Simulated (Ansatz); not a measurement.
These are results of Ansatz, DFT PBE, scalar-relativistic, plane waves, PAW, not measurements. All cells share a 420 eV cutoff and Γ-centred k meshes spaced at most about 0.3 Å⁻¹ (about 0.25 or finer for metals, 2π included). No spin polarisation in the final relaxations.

All energies are static (0 K, no zero-point motion). Both are relaxed sheets, periodic along a and b.

Compare these two cells of Ag, each relaxed at this level.

A.

```
CELL_PARAMETERS angstrom
2.79724 0.00000 0.00000
0.00000 4.81564 0.00000
0.00000 0.00000 23.80000
ATOMIC_POSITIONS crystal
Ag 0.25000 0.75000 0.29412
Ag 0.75000 0.25000 0.29412
```

B.

```
CELL_PARAMETERS angstrom
5.45288 0.00000 0.00000
-2.72644 4.72233 0.00000
0.00000 0.00000 23.80000
ATOMIC_POSITIONS crystal
Ag 0.50000 0.00000 0.29412
Ag 0.00000 0.50000 0.29412
Ag 0.50000 0.50000 0.29412
```

Question: Which is lower in energy, and by how much?

Answer: A is lower, by 0.31 eV/atom. A has layer group p6/mmm (No. 80), 6.7 Å²/atom and no gap on its mesh; B has layer group p6/mmm (No. 80), 8.6 Å²/atom and no gap. Counting all near atoms (those within 1.25 times the shortest distance at each site), A has Ag 6 and B has Ag 4. Both come from invented guesses.

Cells relaxed within their symmetry can be saddle points.

Sheet A is the close-packed triangular layer and B the kagome net, which is the same layer with an ordered set of sites left empty. The preference for A by 0.31 eV/atom follows from silver's bonding: with the 4d shell filled, cohesion comes largely from delocalised, weakly directional 5s states, which favour many neighbours over an open framework. Going from 6 neighbours to 4, the remaining bonds in B contract, as expected when the same valence charge is shared among fewer contacts. This strengthens each bond but only partly repays the loss of the others.

The rectangular cell of A departs slightly from the ideal hexagonal axis ratio, so its sixfold symmetry holds only within a tolerance. This probably reflects residual stress or uneven k sampling rather than a real distortion, and should matter little for the ordering. The energy difference supports a preference for the denser sheet, but doesn't show whether a barrier would keep the kagome net from collapsing into it.
